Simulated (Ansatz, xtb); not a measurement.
## Ligand exchange: CF4 + GeH3(SH) → CHF3S + GeH3F

Species: CF4 (tetrafluoromethane) `FC(F)(F)F`, singlet; GeH3(SH), singlet; CHF3S (trifluoromethanethiol) `FC(F)(F)S`, singlet; GeH3F (fluorogermane) `[F][GeH3]`, singlet. The partners trade F for SH: C–F and Ge–SH bonds give way to C–SH and Ge–F.

Shapes, held fixed at every level: PBE0-D4/def2-TZVP. Programs: Ansatz 0.2.0, xtb 6.7.1, xtb 6.7.1 later snapshot. The zero-point and thermal change to 298 K, harmonic and unscaled (PBE0-D4/def2-TZVP), is -1.5 kJ/mol.

```tsv
level	kind	ΔH(298 K) (kJ/mol)	less CCSD(T)/def2-TZVPP
GFN1-xTB	semi-empirical	+81.3	+56.2
r2SCAN-D4/def2-TZVPP	meta-GGA	+23.2	-1.9
PBE0-D4/def2-TZVPP	global hybrid	+29.4	+4.3
r2SCAN0-D4/def2-TZVPP	global hybrid	+31.6	+6.5
B2PLYP/def2-TZVPP	double hybrid	+16.9	-8.2
MP2/def2-SVP	perturbation theory	+40.3	+15.2
MP2/def2-TZVPP	perturbation theory	+22.5	-2.6
CCSD(T)/def2-TZVPP	coupled cluster or CI	+25.1	0.0
```

The highest level, CCSD(T)/def2-TZVPP, gives ΔH(298 K) = +25.1 kJ/mol; the levels span +16.9 to +81.3. The column of differences is taken from that level and isn't an error. No measured value is set beside it here. Relativity is left out for Ge. Outer-core shells of Ge are correlated in most correlated rows, in sets that cover them unevenly.

Every level makes the exchange endothermic, so fluorine prefers carbon in CF4 and SH prefers germanium. The thermal term is only -1.5 kJ/mol, which places the preference in the electronic bond energies. Ge–F is a strong, polar bond, and forming it at the expense of Ge–SH should favour the products. The opposing cost at carbon is evidently larger: CF4 gains unusual stability from four geminal fluorines, through lone-pair donation into neighbouring C–F σ* orbitals and Coulomb attraction to a very positive carbon. Replacing one fluorine with the less electronegative, more diffuse sulfur probably weakens both contributions.

The sign is therefore better supported than the size. GFN1-xTB greatly exaggerates the endothermicity relative to coupled cluster. MP2 falls from +40.3 to +22.5 kJ/mol on going from the SVP to the TZVPP basis, which suggests that an unbalanced description of the polar fluorine bonds and the sulfur bonds inflates the small-basis value. With coupled cluster given in only one basis, its close agreement with MP2/def2-TZVPP doesn't establish basis-set convergence.
